# The regular Dirac–Coulomb continuum wave, step by step

An electron passing a bare nucleus is the reference problem behind electron–ion scattering and recombination in plasmas and behind elastic scattering in electron-beam tools. For a point nucleus the Dirac equation solves it in closed form, one partial wave at a time. Here that solution is derived, normalised per unit energy, and evaluated for a 100 eV electron on a proton.

## Premises and conventions

1. The nucleus is a fixed point charge $Ze$, so $V=-a/r$ with $a=Z\alpha$. Until the numbers, $\hbar=c=1$.
2. The Hamiltonian is $H=\boldsymbol\alpha\cdot\mathbf p+\beta m+V$ in the standard representation. For upper and lower two-component spinors $\psi_u,\psi_l$ this means $\boldsymbol\sigma\cdot\mathbf p\,\psi_l=(E-m-V)\psi_u$ and $\boldsymbol\sigma\cdot\mathbf p\,\psi_u=(E+m-V)\psi_l$.
3. The total energy is $E>m$, and $p=\sqrt{E^2-m^2}$.
4. A partial wave is $\psi_u=(P/r)\,\Omega_{\kappa\mu}$, $\psi_l=i(Q/r)\,\Omega_{-\kappa\mu}$. The spin-angular functions obey $(\boldsymbol\sigma\cdot\mathbf L+1)\Omega_\kappa=-\kappa\,\Omega_\kappa$ and $\sigma_r\Omega_\kappa=-\Omega_{-\kappa}$, with $\sigma_r=\boldsymbol\sigma\cdot\hat{\mathbf r}$. Here $\kappa=-(l+1)$ for $j=l+\tfrac12$ and $\kappa=l$ for $j=l-\tfrac12$, so $s_{1/2}$ has $\kappa=-1$.
5. The normalisation is $\int_0^\infty(P_EP_{E'}+Q_EQ_{E'})\,dr=\delta(E-E')$.

## Step 1: radial equations

The identity $(\boldsymbol\sigma\cdot\mathbf A)(\boldsymbol\sigma\cdot\mathbf B)=\mathbf A\cdot\mathbf B+i\boldsymbol\sigma\cdot\mathbf A\times\mathbf B$ with $\sigma_r^2=1$ gives $\boldsymbol\sigma\cdot\mathbf p=-i\sigma_r(\partial_r-\boldsymbol\sigma\cdot\mathbf L/r)$. On $\Omega_\kappa$ the operator $\boldsymbol\sigma\cdot\mathbf L$ equals $-\kappa-1$, so
$$\boldsymbol\sigma\cdot\mathbf p\,\frac{P}{r}\Omega_\kappa=\frac{i}{r}\Big(P'+\frac{\kappa}{r}P\Big)\Omega_{-\kappa}.$$
The same rule with $\kappa\to-\kappa$ and the extra factor $i$ gives $-(1/r)(Q'-\kappa Q/r)\,\Omega_\kappa$ for the lower spinor. Premise 2 becomes
$$P'=-\frac{\kappa}{r}P+\Big(E+m+\frac{a}{r}\Big)Q,\qquad Q'=\frac{\kappa}{r}Q-\Big(E-m+\frac{a}{r}\Big)P.\tag{1}$$
All coefficients are real, so $P$ and $Q$ can be chosen real.

## Step 2: behaviour at the nucleus

Put $P=p_0r^{\lambda}$, $Q=q_0r^{\lambda}$ and keep the $1/r$ terms of (1): $(\lambda+\kappa)p_0=aq_0$ and $(\lambda-\kappa)q_0=-ap_0$. A nonzero solution needs $\lambda^2-\kappa^2+a^2=0$, hence $\lambda=\pm\gamma$ with
$$\gamma=\sqrt{\kappa^2-a^2},\qquad \frac{Q}{P}\Big|_{r\to0}=\frac{\gamma+\kappa}{a}\quad(\lambda=+\gamma).\tag{2}$$
The probability near the origin is $\int r^{2\lambda}dr$. For $\gamma>\tfrac12$ it diverges for $\lambda=-\gamma$, which leaves $r^{+\gamma}$. This is the regular solution, unique up to a constant factor.

## Step 3: one complex equation

Far out, (1) makes $P$ and $Q$ oscillate in quadrature with amplitudes in the ratio $\sqrt{E+m}:\sqrt{E-m}$, like the in-phase and quadrature parts of a carrier. Scale them accordingly: $A=P/\sqrt{E+m}$, $B=Q/\sqrt{E-m}$, $s=\sqrt{(E-m)/(E+m)}$. Because $(E+m)s=(E-m)/s=p$,
$$A'=-\frac{\kappa}{r}A+\Big(p+\frac{as}{r}\Big)B,\qquad B'=\frac{\kappa}{r}B-\Big(p+\frac{a}{sr}\Big)A.$$
Define the phasor $\Phi=A-iB$, so that $P=\sqrt{E+m}\,\mathrm{Re}\,\Phi$ and $Q=-\sqrt{E-m}\,\mathrm{Im}\,\Phi$. Then
$$\Phi'=-\frac{\kappa}{r}(A+iB)+p\,(B+iA)+\frac{a}{r}\Big(sB+\frac{iA}{s}\Big).$$
Here $A+iB=\Phi^*$ and $B+iA=i\Phi$. With $A=(\Phi+\Phi^*)/2$ and $B=i(\Phi-\Phi^*)/2$ the last bracket is $\tfrac{i}{2}[(1/s+s)\Phi+(1/s-s)\Phi^*]$, and $1/s+s=2E/p$, $1/s-s=2m/p$. Therefore
$$\Phi'=i\Big(p+\frac{\eta}{r}\Big)\Phi-\frac{\kappa-i\eta'}{r}\,\Phi^*,\qquad \eta=\frac{aE}{p},\quad\eta'=\frac{am}{p}=\frac{\eta m}{E}.\tag{3}$$
Since $p/E$ is the speed in units of $c$, $\eta=Z\alpha c/v$; in this convention it is positive for attraction. From $\eta^2-\eta'^2=a^2$ follows
$$\kappa^2+\eta'^2=\gamma^2+\eta^2.\tag{4}$$

## Step 4: reduction to Kummer's equation

Let $z=2ipr$ and write both $\Phi=r^\gamma e^{-ipr}u(z)$ and $\Phi^*=r^\gamma e^{-ipr}w(z)$, with the same prefactor. With $\theta=z\,d/dz=r\,d/dr$, the product rule gives $r\Phi'=r^\gamma e^{-ipr}(\theta+\gamma-z/2)u$, and likewise for $w$. Multiply (3) and its complex conjugate by $r$, noting $ipr=z/2$:
$$(\theta+\gamma-i\eta-z)\,u=-(\kappa-i\eta')\,w,\qquad(\theta+\gamma+i\eta)\,w=-(\kappa+i\eta')\,u.\tag{5}$$
Apply $(\theta+\gamma-i\eta-z)$ to the second equation and use the first. The right side becomes $(\kappa^2+\eta'^2)w$, which by (4) cancels the constant $\gamma^2+\eta^2$ on the left. What remains is $[\theta^2+2\gamma\theta-z(\theta+\gamma+i\eta)]w=0$. Since $\theta^2=z^2\,d^2/dz^2+z\,d/dz$, division by $z$ gives
$$zw''+(2\gamma+1-z)\,w'-(\gamma+i\eta)\,w=0.$$
This is Kummer's equation $zw''+(b-z)w'-\nu w=0$. Its power-series solution is ${}_1F_1(\nu,b,z)=\sum_n(\nu)_nz^n/[(b)_n\,n!]$, where $(\nu)_n=\nu(\nu+1)\cdots(\nu+n-1)$; it converges for all $z$. The other solution starts as $z^{-2\gamma}$ and restores the rejected $r^{-\gamma}$. So $w=w_0\,{}_1F_1(\gamma+i\eta,2\gamma+1,z)$.

The second equation of (5) now gives $u$. Term by term, $(n+\nu)(\nu)_n=\nu\,(\nu+1)_n$, so $(\theta+\nu)\,{}_1F_1(\nu,b,z)=\nu\,{}_1F_1(\nu+1,b,z)$, and
$$u=u_0\,{}_1F_1(\gamma+1+i\eta,\,2\gamma+1,\,z),\qquad u_0=-\,w_0\,\frac{\gamma+i\eta}{\kappa+i\eta'}.\tag{6}$$

## Step 5: reality fixes the phase $\xi$

The two functions must really be complex conjugates. For $\mathrm{Re}\,b>\mathrm{Re}\,\nu>0$, expanding the exponential and using the beta integral shows
$${}_1F_1(\nu,b,z)=\frac{\Gamma(b)}{\Gamma(\nu)\Gamma(b-\nu)}\int_0^1e^{zt}\,t^{\nu-1}(1-t)^{b-\nu-1}dt.\tag{7}$$
The substitution $t\to1-t$ yields ${}_1F_1(\nu,b,z)=e^z{}_1F_1(b-\nu,b,-z)$. Hence the conjugate of $e^{-ipr}{}_1F_1(\gamma+1+i\eta,2\gamma+1,z)$, which is $e^{ipr}{}_1F_1(\gamma+1-i\eta,2\gamma+1,-z)$, equals $e^{-ipr}{}_1F_1(\gamma+i\eta,2\gamma+1,z)$. The radial dependence matches, and only $w_0=u_0^*$ is left to impose. Write $u_0=N e^{i\xi}(\gamma+i\eta)$ with $N>0$. Then $w_0=Ne^{-i\xi}(\gamma-i\eta)$, and (6) requires $e^{2i\xi}=-(\gamma-i\eta)/(\kappa+i\eta')$. By (4) this equals
$$e^{2i\xi}=-\frac{\kappa-i\eta m/E}{\gamma+i\eta},\tag{8}$$
and (4) also guarantees unit modulus, so $\xi$ is real. Equation (8) fixes $\xi$ up to $\pi$, that is, up to the overall sign of $(P,Q)$. We choose $-\pi/2<\xi\le\pi/2$.

## Step 6: large distances

In (7), with $\nu=\gamma+1+i\eta$ and $b-\nu=\gamma-i\eta$, the factor $e^{zt}$ oscillates rapidly at large $pr$ and only the endpoints contribute. Near $t=1$ set $t=1-\tau$ and use $\int_0^\infty e^{-z\tau}\tau^{b-\nu-1}d\tau=\Gamma(b-\nu)z^{\nu-b}$, evaluated by rotating the contour; the endpoint $t=0$ is treated alike:
$${}_1F_1\simeq\frac{\Gamma(b)}{\Gamma(\nu)}e^zz^{\nu-b}+\frac{\Gamma(b)}{\Gamma(b-\nu)}(-z)^{-\nu}.$$
The second term is smaller than the first by $|\gamma+i\eta|/(2pr)$, and the next correction to the first is of relative size $(\gamma^2+\eta^2)/(2pr)$. With $z=2pr\,e^{i\pi/2}$,
$$z^{-\gamma+i\eta}=(2pr)^{-\gamma}\,e^{i\eta\ln2pr}\,e^{-i\pi\gamma/2}\,e^{-\pi\eta/2}.$$
Using $\Gamma(\gamma+1+i\eta)=(\gamma+i\eta)\Gamma(\gamma+i\eta)$,
$$\Phi\to\Phi_\infty e^{i\vartheta},\qquad\Phi_\infty=\frac{N\,\Gamma(2\gamma+1)\,e^{-\pi\eta/2}}{(2p)^\gamma|\Gamma(\gamma+i\eta)|},$$
$$\vartheta=pr+\eta\ln2pr+\delta,\qquad\delta=\xi-\arg\Gamma(\gamma+i\eta)-\frac{\pi\gamma}{2}.\tag{9}$$
The logarithm is the mark of the $1/r$ tail: the phase never settles to that of a free wave.

## Step 7: normalisation per unit energy

Take two regular solutions of the same $\kappa$ at energies $E_1,E_2$. In the derivative of $P_1Q_2-Q_1P_2$ the $\kappa/r$, $a/r$ and $m$ terms of (1) cancel, leaving $(E_1-E_2)(P_1P_2+Q_1Q_2)$. The combination vanishes at $r=0$ as $r^{2\gamma}$, so
$$\int_0^{L}(P_1P_2+Q_1Q_2)\,dr=\frac{[P_1Q_2-Q_1P_2]_{r=L}}{E_1-E_2}.$$
For large $L$ insert $P=\sqrt{E+m}\,\Phi_\infty\cos\vartheta$ and $Q=-\sqrt{E-m}\,\Phi_\infty\sin\vartheta$. With $g_\pm=\sqrt{(E_1\pm m)(E_2\mp m)}$ the bracket is
$$\Phi_{\infty1}\Phi_{\infty2}\Big[\tfrac12(g_-+g_+)\sin(\vartheta_1-\vartheta_2)+\tfrac12(g_--g_+)\sin(\vartheta_1+\vartheta_2)\Big].$$
The factor $g_--g_+$ is proportional to $E_1-E_2$, so the second term gives a bounded, ever faster oscillation that averages to zero against any smooth function of energy. In the first, $\vartheta_1-\vartheta_2\approx\Lambda(E_1-E_2)$ with $\Lambda\simeq LE/p\to\infty$, and $\sin(\Lambda x)/x\to\pi\delta(x)$. At $E_1=E_2$ both $g_\pm$ equal $p$. Premise 5 then demands $\pi p\,\Phi_\infty^2=1$, which fixes $N$.

## Result

$$P=C\sqrt{E+m}\;\mathrm{Re}\,X,\qquad Q=-C\sqrt{E-m}\;\mathrm{Im}\,X,$$
$$X=e^{-ipr+i\xi}\,(\gamma+i\eta)\,{}_1F_1(\gamma+1+i\eta,\,2\gamma+1,\,2ipr),$$
$$C=\frac{(2pr)^\gamma\,e^{\pi\eta/2}\,|\Gamma(\gamma+i\eta)|}{\sqrt{\pi p}\;\Gamma(2\gamma+1)},$$
with $\gamma$ from (2), $\eta=Z\alpha E/p$, and $\xi$ from (8). Far out, $P\to A_P\cos\vartheta$ and $Q\to-sA_P\sin\vartheta$, with $A_P=\sqrt{(E+m)/(\pi p)}$. In laboratory units $m\to mc^2$, $pr\to kr$ with $k=p/\hbar$, $\eta=Z\alpha E/(pc)$, and $\sqrt{\pi p}\to\sqrt{\pi\,pc\,\hbar c}$; with eV and Å, $P$ and $Q$ come out in eV$^{-1/2}$ Å$^{-1/2}$.

**Schrödinger limit for $\kappa=-1$.** Let $a\to0$ and $E\to m$ at fixed $\eta$, so that $\gamma\to1$, $\eta'\to\eta$, $\xi\to0$. By Step 5, $2\,\mathrm{Re}X=e^{-ipr}[(1+i\eta)\,{}_1F_1(2+i\eta,3,z)+(1-i\eta)\,{}_1F_1(1+i\eta,3,z)]$. The numerators of order $z^n$ add to $(1+i\eta)_n(n+2)$, and $(3)_n=(2)_n(n+2)/2$, so
$$P\to A_P\,pr\,e^{\pi\eta/2}|\Gamma(1+i\eta)|\,e^{-ipr}{}_1F_1(1+i\eta,2,2ipr),$$
the nonrelativistic Coulomb $s$ wave. For $Z=0$ the same algebra holds at any energy and gives $P_0=A_P\sin pr$.

**Enhancement at the nucleus for $\kappa=-1$.** At $r=0$, $X_0=e^{i\xi}(\gamma+i\eta)$ and $X_0^2=(1+i\eta')(\gamma+i\eta)$ by (8). Then $(\mathrm{Re}X_0)^2=\tfrac12(|X_0|^2+\mathrm{Re}X_0^2)=\tfrac12[1+\gamma-\eta'(\eta-\eta')]$, and $\eta'(\eta-\eta')=a^2m/(E+m)$. To leading order in $r$,
$$\Big(\frac{P}{P_0}\Big)^2=(2pr)^{2\gamma-2}\;\frac{4e^{\pi\eta}|\Gamma(\gamma+i\eta)|^2}{\Gamma(2\gamma+1)^2}\;\frac12\Big[1+\gamma-\frac{a^2m}{E+m}\Big].\tag{10}$$
For $a\to0$ at fixed $\eta$ this is the Sommerfeld factor $S_0=e^{\pi\eta}|\Gamma(1+i\eta)|^2=2\pi\eta/(1-e^{-2\pi\eta})$.

## Range of validity

- Within the premises the result is exact at every $r>0$, every $E>m$ and every $\kappa$. A repulsive centre follows from $a\to-a$. For $E<-m$ the square roots of Step 3 must be redone.
- Square integrability alone selects the solution when $\gamma>\tfrac12$, or $Z\alpha<\sqrt3/2$ for $|\kappa|=1$. Every element up to Bi, where $Z\alpha=0.606$, satisfies this.
- The asymptotic form (9) needs $2pr$ large against both $\gamma^2+\eta^2$ and its square root.
- The point charge fails inside the nucleus, where the true density is finite rather than growing as $r^{2\gamma-2}$.
- Recoil enters at relative order $m/M$, radiative corrections to the density near the nucleus at order $\alpha\,Z\alpha$, and a nuclear magnetic moment at order $\alpha\hbar/(Mcr)$ for a proton of mass $M$.
- In atoms, solids and plasmas the potential is screened and the logarithmic phase ends. Close to the nucleus screening adds only a constant to $V$, so (2) survives. For $s_{1/2}$ it gives $\gamma=0.9948$, $Q/P=-0.0512$ in Si ($Z=14$) and $\gamma=0.8417$, $Q/P=-0.293$ in W ($Z=74$). For screened centres the formulas above serve as starting values and test cases for numerical integration of the radial equations.

## Illustration: $s_{1/2}$ wave of a 100 eV electron on a proton

The proton is the bare ion of a hydrogen process plasma. The kinetic energy $T=100$ eV corresponds to $T/k_B=1.16\times10^6$ K. The constants are $mc^2=510\,998.95$ eV, $\alpha=1/137.036$ and $\hbar c=1973.27$ eV Å, with $Z=1$, $\kappa=-1$. All values below belong to the fixed point-charge model.

| Quantity | Value |
|---|---|
| $pc=\sqrt{T(T+2mc^2)}$ | 10109.9 eV |
| $k$, $2\pi/k$ | 5.1234 Å$^{-1}$, 1.2264 Å |
| $\eta$, $\eta'$ | 0.36891, 0.36884 |
| $1-\gamma$ | $2.663\times10^{-5}$ |
| $\xi=\tfrac12[\arctan\eta'-\arctan(\eta/\gamma)]$ | $-3.609\times10^{-5}$ rad |
| $s$ | $9.891\times10^{-3}$ |
| $A_P$, $sA_P$ | 0.1277, $1.263\times10^{-3}$ eV$^{-1/2}$ Å$^{-1/2}$ |
| $\delta+\pi/2$ | 0.19414 rad |
| $Q/P$ at $r\to0$ | $-3.649\times10^{-3}$ |

At $r=0.2$ Å, $kr=1.0247$, and the series gives $P=0.1131$ and $Q=-1.007\times10^{-3}$ eV$^{-1/2}$ Å$^{-1/2}$; the free wave has $P_0=0.1091$ there. The attraction pulls the first node of $P$ in from $\pi/k=0.613$ Å to 0.457 Å. Since $\gamma^2+\eta^2=1.136$, the form (9) needs $r\gg0.111$ Å. Near the proton $P^2$ is raised by $S_0=2.571$.

The specifically Dirac effects, at the same $\eta$ and $k$, are small. The phase $\delta+\pi/2$ exceeds the Schrödinger value $-\arg\Gamma(1+i\eta)$ by $2.06\times10^{-5}$ rad. The $r$-independent part of (10) exceeds $S_0$ by a fraction $9.46\times10^{-5}$. The singular factor $(2kr)^{2\gamma-2}$ exceeds unity by only $4.9\times10^{-4}$ even at $r=1$ fm, close to the typical proton charge radius of 0.84 fm, where the model ends.

The neglected terms rival these effects. With $m/M=5.4\times10^{-4}$, a free proton initially at rest lowers the relative wave number by that fraction, which shifts $kr$ at 0.2 Å by $5.6\times10^{-4}$ rad while leaving $\eta$, fixed by the relative speed, unchanged at this order. Counting the 100 eV in the centre-of-mass frame instead lowers $\eta$ by a fraction $2.7\times10^{-4}$ and $S_0$ by $2.0\times10^{-4}$. The radiative scale is $\alpha^2=5.3\times10^{-5}$, and the magnetic scale $\alpha\hbar/(Mcr)$ reaches $1.5\times10^{-3}$ at 1 fm. For a real electron and proton three figures carry over: the $s$ wave at 100 eV is a Schrödinger–Coulomb wave with $P(0.2\ \text{Å})\approx0.113$ eV$^{-1/2}$ Å$^{-1/2}$, a small component about one per cent as large, and a density near the proton raised about 2.57 times.